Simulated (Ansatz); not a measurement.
# Work function of unrelaxed Rh(100) films from 1 to 13 layers, PBE slab calculations

A metal film a few atomic layers thick, used as a contact or gate electrode, lines up with its neighbour partly through its work function. If that quantity still depends on thickness, a step of one layer in the film becomes a step in the barrier that electrons meet. For Rh with (100) faces we therefore follow how the work function settles as layers are added. Φ is the vacuum level outside the slab less the Fermi level, calculated with PBE for spin-paired films with atoms at bulk places. Each film is compared with the 13-layer slab, which stands in for the thick film. The same series shows how many layers a slab model needs before its work function can be taken as that of the surface.

## Set-up

Ansatz 0.2.0, plane-wave Kohn-Sham DFT with its default PAW datasets at a cutoff of 420 eV. Symmetric 1×1 slabs of 1 to 13 layers are cut at the tabulated measured lattice constant with atoms at bulk places and 18 Å of vacuum. In-plane k-spacing 0.16 Å⁻¹ (2π included), Fermi-Dirac smearing of 0.1 eV, dipole correction on. Spin-paired. Scalar-relativistic, no spin-orbit coupling. PBE. The crystal is fcc; the mesh is the same for all thicknesses of a face.

Notes on method and selection:

- Confinement between the two faces quantises the states along the normal, so values can oscillate with thickness.
- The atoms are not relaxed; free films of one to three layers would take another lattice constant.
- Very thin films of spin-paired d elements may in truth carry a moment.
- Runs in which the search for lower states was switched off are not listed.
- Work functions and vacuum levels are read from the electrostatic potential (Hartree and local ionic parts), which a warning of a rough exchange-correlation potential in thin density does not concern.
- Error sizes named in these notes are rules of thumb and were not measured on these runs.
- The default PAW datasets of this version of Ansatz are the set soft_2.
- Runs that did not converge, have known faults or may not be shown are not listed, and runs on Ansatz's PAW sets soft_1 and soft_2 are kept to separate tables.

Columns:

- layers: number of atomic layers.
- thickness (Å): distance between the outermost atomic planes.
- Φ (eV): work function: vacuum level outside the slab less the Fermi level.
- ΔΦ to thickest (eV): work function less that of the thickest slab of the same face.

## Results

| member | layers | thickness (Å) | Φ (eV) | ΔΦ to thickest (eV) |
| --- | --- | --- | --- | --- |
| 1 layer | 1 | 0.0 | 5.595 | 0.5374 |
| 2 layers | 2 | 1.9 | 5.125 | 0.0671 |
| 3 layers | 3 | 3.8 | ? | ? |
| 4 layers | 4 | 5.7 | 5.077 | 0.0193 |
| 5 layers | 5 | 7.6 | 5.073 | 0.0153 |
| 6 layers | 6 | 9.5 | 5.061 | 0.0032 |
| 7 layers | 7 | 11.4 | 5.055 | −0.0030 |
| 8 layers | 8 | 13.3 | 5.061 | 0.0032 |
| 10 layers | 10 | 17.1 | 5.059 | 0.0011 |
| 13 layers | 13 | 22.8 | 5.058 | 0.0000 |

Cells marked ? are withheld until the estimate has been made.

## Mechanism

Most of the change comes with the second layer. Φ falls by 5.595 − 5.125 = 0.470 eV from one layer to two, and by only 5.125 − 5.077 = 0.048 eV from two layers to four, or 0.024 eV per layer. At four layers the film is 0.019 eV above the 13-layer slab. The listed films of six to ten layers lie within about 0.003 eV of it, on either side.

The early break fits the geometry of the face. An atom in a single (100) layer has 4 nearest neighbours. In a two-layer film it has 8, as many as a surface atom of a thick crystal. For a surface atom, further layers change only more distant neighbours, and a metal screens such changes within roughly one layer spacing. Once each face has its own screened surface dipole, added material in the middle hardly alters the energy needed to remove an electron.

The high value of the monolayer may come from its d band. Fewer neighbours make the band narrower, and in Rh it is more than half full, so narrowing about a fixed centre lowers the Fermi level and raises Φ. The surface dipole changes as well, and the table gives no division between the two. The monolayer value also belongs to an imposed state, spin-paired and at the bulk in-plane spacing; a free layer would contract and might carry a moment.

Confinement between the faces can make Φ oscillate with thickness. From six layers on, the listed values span only 5.061 − 5.055 = 0.006 eV, too little to read as a pattern.

## An estimate before looking

Plain estimates from the members shown:

- 3 layers, straight-line interpolation between 2 layers and 4 layers: w = (3 − 2) / (4 − 2) = 0.500, so 5.125 + 0.500 × (5.077 − 5.125) = 5.101 eV

The straight line between two and four layers gives 5.101 eV. It is probably somewhat high, because the approach to the thick film flattens as layers are added. A three-layer film also gives each surface atom the second neighbour directly beneath it, which the two-layer film lacks.

We therefore let the excess over the 13-layer slab shrink by the same factor with each layer. Halfway between two and four layers this gives √(0.0671 × 0.0193) = 0.036 eV, and 5.058 + 0.036 = 5.094 eV.

The same rule can be tried on shown films:

- Four layers, from two and six: √(0.0671 × 0.0032) = 0.015 eV, against 0.019 eV in the table.
- Five layers, from four and six: √(0.0193 × 0.0032) = 0.008 eV, against 0.015 eV.
- Two layers, from one and four: 0.5374 × (0.0193 / 0.5374)^(1/3) = 0.177 eV, against 0.067 eV.

The last miss shows that the monolayer does not belong to the same decay, so we leave it out of the estimate but keep its miss in the error. For the three trials together, the natural logarithm of the ratio of table to rule has a root mean square of about 0.70. Applied to the excess, this gives 0.036 × 0.70 = 0.025 eV, which we round up to 0.03 eV because confinement could shift so thin a film either way.

**Committed estimate, 3 layers: Φ = 5.09 ± 0.03 eV.**

## How the estimate fared

| member | layers | thickness (Å) | Φ (eV) | ΔΦ to thickest (eV) |
| --- | --- | --- | --- | --- |
| 3 layers | 3 | 3.8 | 4.977 | −0.0813 |

| member | estimate | Φ (eV) | computed | estimate − computed | miss in error bars |
| --- | --- | --- | --- | --- | --- |
| 3 layers | committed | 5.090 | 4.977 | +0.113 | 3.8 |
| 3 layers | interpolation | 5.101 | 4.977 | +0.124 |  |

The estimate of 5.09 ± 0.03 eV failed. The computed value is 4.977 eV, so we were 0.113 eV too high, or 3.8 error bars. The straight line missed by 0.124 eV, so our correction had the right direction but was far too small to matter.

The error lay in assuming an excess that shrinks smoothly. Such a rule can never fall below the thick-film value, yet the three-layer film lies 0.081 eV under it. The error bar came from the same rule and was too narrow for the same reason. The small negative difference at seven layers was already a sign that the approach need not stay on one side.

Our picture of the trend has to change too. Φ falls by 5.125 − 4.977 = 0.148 eV from two layers to three and rises by 5.077 − 4.977 = 0.100 eV from three to four. Neighbour count and short-range screening still fit the large drop after the monolayer, but they don't account for this dip. Confinement, for which we had only rounded the error bar up, may be stronger in so thin a film than we assumed.

## Where the trend breaks

The monolayer stands farthest out, 0.537 eV above the 13-layer slab. It is the only film whose atoms have no neighbours above or below. A narrower, more than half-filled d band would raise Φ, as found, though a different surface dipole may contribute.

The three-layer film is the only other member that clearly breaks the sequence, and the only one well below the thick-film value. The likeliest reason is quantisation of the states along the normal. Adding a layer shifts these levels and changes their filling, which can move the Fermi level towards the vacuum level and lower Φ. This allows a dip of about 0.1 eV but does not by itself predict that it falls at three layers. A simple alternation between odd and even films does not describe the series, since the five-layer film lies slightly above the thickest one.

The fixed bulk spacing and the spin-paired state are common to all the films, so neither singles out three layers on its own. Both do limit how far the computed dip can be carried over to a real film.

## Checking against experiment

| member | quantity | measured | computed | computed − measured | conditions | source |
| --- | --- | --- | --- | --- | --- | --- |
| 13 layers | Φ (eV) | 5.3 | 5.058 | −0.242 | compiled values differ between sources by a tenth of an eV or more; compiled experimental value; Rh(100) single-crystal face | [1] |

Sources:

[1] "Anisotropic work function of elemental crystals" (2019, arXiv:1902.07811)

Only the 13-layer slab has a measured counterpart, a compiled value of 5.3 eV for the (100) face of a single crystal. The computed 5.058 eV is 0.242 eV lower, or 0.242 / 5.3 = 4.6 %. The change with thickness is not compared here.

Too few layers cannot explain the difference, because the listed slabs from six layers up span only 0.006 eV. PBE often gives work functions of transition metals that are low by one to three tenths of an eV, as a rough size, and the difference found here would fit that. The unrelaxed surface also contributes an error, whose sign and size are not shown in the table.

The measured number has its own uncertainty. Compiled values differ between sources by a tenth of an eV or more, and no method is stated for this one. Adsorbed oxygen usually raises the work function of such a metal, while steps usually lower it. We therefore don't take this single comparison as establishing the sign of the PBE error for this face.

## Closing remarks

For unrelaxed Rh(100) slabs, the listed films from six layers up agree with the 13-layer value to about 0.003 eV. Within that range, the mean of the other listed films gives any one of them to 0.005 eV or better. For films of up to four layers, neighbouring thicknesses do not give a reliable estimate.

The largest step is from one layer to two, but the monolayer is the least realistic film here. Among the thicker films, the step from two layers to three matters most for a contact. If the whole 0.148 eV passed into an electron barrier, thermionic current at room temperature, with kT roughly 0.026 eV, would change by a factor of exp(0.148 / 0.026) ≈ 300. Bonding and charge transfer at a real interface usually reduce such a step.

Atomic relaxation shifts Φ of the seven-layer slab by more than the scatter among the thickest slabs; the direction is not shown in the table. Once a slab has six layers, relaxing its surface therefore matters more than adding further layers.
